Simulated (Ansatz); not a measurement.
# Trial structures of ZnSn2N2: starts and ends

These are results of Ansatz, DFT PBE, scalar-relativistic, plane waves, PAW, not measurements. All cells share a 420 eV cutoff and Γ-centred k meshes spaced at most about 0.3 Å⁻¹ (about 0.25 or finer for metals, 2π included). No spin polarisation in the final relaxations.

Each guess was relaxed in cell and atoms at zero pressure, within the symmetry of its start. All energies are static (0 K, no zero-point motion). Coordination counts N atoms around Sn and Zn (those within 1.25 times the shortest such distance or 1.15 times the sum of covalent radii; a plus sign parts nearer from farther groups; the shortest distance is added where it is long for a bond).

| guess | made from | start group | V start (Å³/atom) | end group | V end (Å³/atom) | coordination at the end | gap on mesh (eV) | E over the lowest end (meV/atom) |
| --- | --- | --- | --- | --- | --- | --- | --- | --- |
| 1 | random cell | P4/mmm | 22.6 | ? | ? | ? | ? | ? |
| 2 | random cell | R-3m | 21.3 | R-3m | 23.5 | Zn 6+6 from 3.6 Å, Sn 7 from 3.2 Å | 0 | 177 |
| 3 | a Materials Project cell | P-4m2 | 18.1 | P-4m2 | 18.1 | Zn 4, Sn 2 | 0 | 0 |
| 4 | random cell | P4mm | 22.0 | P4mm | 18.8 | Zn 1, Sn 4 | 0 | 364 |
| 5 | random cell | P6/mmm | 21.6 | P6/mmm | 21.1 | Zn 6, Sn 6 from 4.0 Å | 0 | 1211 |

Guess 1 as it starts:

```cif
data_structure
_symmetry_space_group_name_H-M 'P4/mmm'
_symmetry_Int_Tables_number 123
_cell_length_a 4.1742
_cell_length_b 4.1742
_cell_length_c 6.4847
_cell_angle_alpha 90.000
_cell_angle_beta 90.000
_cell_angle_gamma 90.000
_cell_volume 112.99
loop_
_atom_site_label
_atom_site_type_symbol
_atom_site_symmetry_multiplicity
_atom_site_Wyckoff_symbol
_atom_site_fract_x
_atom_site_fract_y
_atom_site_fract_z
_atom_site_occupancy
Zn1 Zn 1 b 0.00000 0.00000 0.50000 1
Sn1 Sn 1 a 0.00000 0.00000 0.00000 1
Sn2 Sn 1 c 0.50000 0.50000 0.00000 1
N1 N 2 f 0.00000 0.50000 0.00000 1
```

Question: Fill in the missing row: what does this guess relax into, and where does it rank?

Answer: It ends in space group P4/mmm (No. 123), with a = 4.539 Å, c = 5.609 Å, 23.1 Å³/atom and no gap. It lies 0.58 eV/atom over the lowest end, above guess 4 and below guess 5. Counting N atoms around Sn and Zn, this end has Zn 8 from 3.6 Å, Sn 4 and the lowest (guess 3) has Zn 4, Sn 2.

```yaml
crystal:
  lattice:
    - [4.53929, 0.00000, 0.00000]
    - [0.00000, 4.53929, 0.00000]
    - [0.00000, 0.00000, 5.60908]
  atoms:
    - { symbol: Zn, position: [0.00000, 0.00000, 0.50000] }
    - { symbol: Sn, position: [0.00000, 0.00000, 0.00000] }
    - { symbol: Sn, position: [0.50000, 0.50000, 0.00000] }
    - { symbol: N, position: [0.00000, 0.50000, 0.00000] }
    - { symbol: N, position: [0.50000, 0.00000, 0.00000] }
```

Formation energies are uncorrected and refer to the elements' standard structures at the same level (N₂ as a molecule). The references include grey tin.

Question: Is the lowest end bound against the elements?

Answer: No: its formation energy is +0.28 eV/atom. It can't be a ground state, since the elements alone are lower.

No dispersion correction is applied, so the spacing and binding between layers, chains or molecules are poorly described (P6/mmm), and this can change margins and order among such cells. Cells relaxed within their symmetry can be saddle points. Some candidate types were left out of the draw beforehand, so a known form may be missing.

Guess 1 keeps Sn in flat four-fold coordination by N but leaves Zn without a normal Zn-N bond, which helps explain its high energy. The composition balances as Zn(II), Sn(II) and nitride, and Sn(II) usually favours lopsided surroundings that let its 5s lone pair mix with 5p. The mirror plane through the Sn sites forbids this here, whereas the polar group of guess 4 allows it. The lowest end joins four-coordinate Zn to two-coordinate Sn, a plausible pattern for these ions.

Metal-N bonding alone doesn't set the order, however. Guess 2 ranks second although neither metal has N within bonding range, which suggests that its nitrogen has paired into N₂-like units. The strong triple bond of N₂ would also account for the positive formation energy of the lowest end. The absence of a gap there is unexpected for a charge-balanced nitride; it may reflect Sn-Sn interactions or PBE's tendency to underestimate gaps, so it doesn't establish that the compound would be metallic.
